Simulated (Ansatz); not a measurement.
**Si: sound and stiffness along [100], [110] and [111]**

Computed with DFT LDA, scalar-relativistic, plane waves, PAW (Ansatz). Settings: 420 eV plane-wave cutoff, Γ-centred 8×8×8 mesh, Fermi-Dirac smearing of 0.15 eV. No spin polarisation.

Relaxed structure:
Space group Ia-3 (No. 206). a = 6.565 Å, b = 6.565 Å, c = 6.565 Å, α = 90.00°, β = 90.00°, γ = 90.00°
```csv
atom,site,symmetry,x,y,z
Si,16c,.3.,0.1025,0.1025,0.1025
```

In a metal, frequencies and elastic constants depend on the k mesh and the smearing, soft modes and shear constants most.

With ions relaxed, on the cubic axes: C11 = 175.4, C12 = 52.1, C44 = 61.5 GPa. The density is 2.637 g/cm³.

Task: Is the crystal stable against strain, and how anisotropic is it?

Result: Born's conditions hold: C11 + 2C12 = 279.6, C11 − C12 = 123.4 and C44 = 61.5 GPa are all positive. B = (C11 + 2C12)/3 = 93.2 GPa. The two shear moduli are C44 and C′ = (C11 − C12)/2 = 61.7 GPa, so Zener's ratio is A = C44/C′ = 1.00: nearly isotropic. The Cauchy pressure C12 − C44 is -9.4 GPa; it would vanish for pair forces between atoms on inversion centres at zero pressure, and a negative value is usual with directional bonding, though many-body forces give one in some ionic oxides too.

Task: Give the sound speeds along the three symmetry directions.

Result: The Christoffel equation gives ρv² for each branch:
```tsv
direction	branch	ρv²	GPa	v (m/s)
[100]	L	C11	175.4	8156
[100]	T (×2)	C44	61.5	4830
[110]	L	(C11 + C12 + 2C44)/2	175.3	8152
[110]	T, u ∥ [001]	C44	61.5	4830
[110]	T, u ∥ [1-10]	(C11 − C12)/2	61.7	4836
[111]	L	(C11 + 2C12 + 4C44)/3	175.2	8151
[111]	T (×2)	(C11 − C12 + C44)/3	61.6	4834
```

Task: How does Young's modulus depend on direction?

Result: Inverting gives S11 = 6.597, S12 = -1.510, S44 = 16.255 TPa⁻¹. Along a unit vector (l, m, n), 1/E = S11 − 2(S11 − S12 − S44/2)(l²m² + m²n² + n²l²), where the last bracket is 0, 1/4 and 1/3 for [100], [110] and [111]: E = 152, 151 and 151 GPa. The directions hardly differ. For a film on (001), the biaxial modulus is C11 + C12 − 2C12²/C11 = 197 GPa and the normal strain is −2C12/C11 = -0.59 times the in-plane one.

This form isn't the element's structure at ambient conditions. The bands overlap by little, and semilocal functionals make gaps too small, so the missing gap can be the functional's error and not a sign of a true metal.

Cost: 2 runs of about 19 core-minutes in all, on Intel Xeon Processor @ 2.50GHz (Skylake/Cascade Lake), Oxide Virtual Turin-like Processor (Zen 5) (shared hosts).

The structure is that of BC8 silicon, a dense metastable form that keeps fourfold, largely covalent bonding but distorts the tetrahedra. Its resistance to shear is almost independent of direction, with C44 = 61.5 GPa and C′ = 61.7 GPa, so both longitudinal and transverse sound speeds are nearly uniform. Cubic symmetry doesn't require this equality. In diamond-type silicon, C44 clearly exceeds C′, and the crystal is stiffest along its ⟨111⟩ bonds. In BC8 only some of the bonds keep those directions, while the others are tilted away from them. This wider spread of bond orientations probably evens out the bond-stretching and bond-bending contributions to the two shears. The tiny difference between the moduli is too small to establish which shear is softer. The substantial shear stiffness fits a covalent network, even if the bands overlap slightly, since a few carriers barely weaken the bonds. The positive elastic constants show stability against small homogeneous strains, but not against phonons at finite wavevector or transformation to another phase.
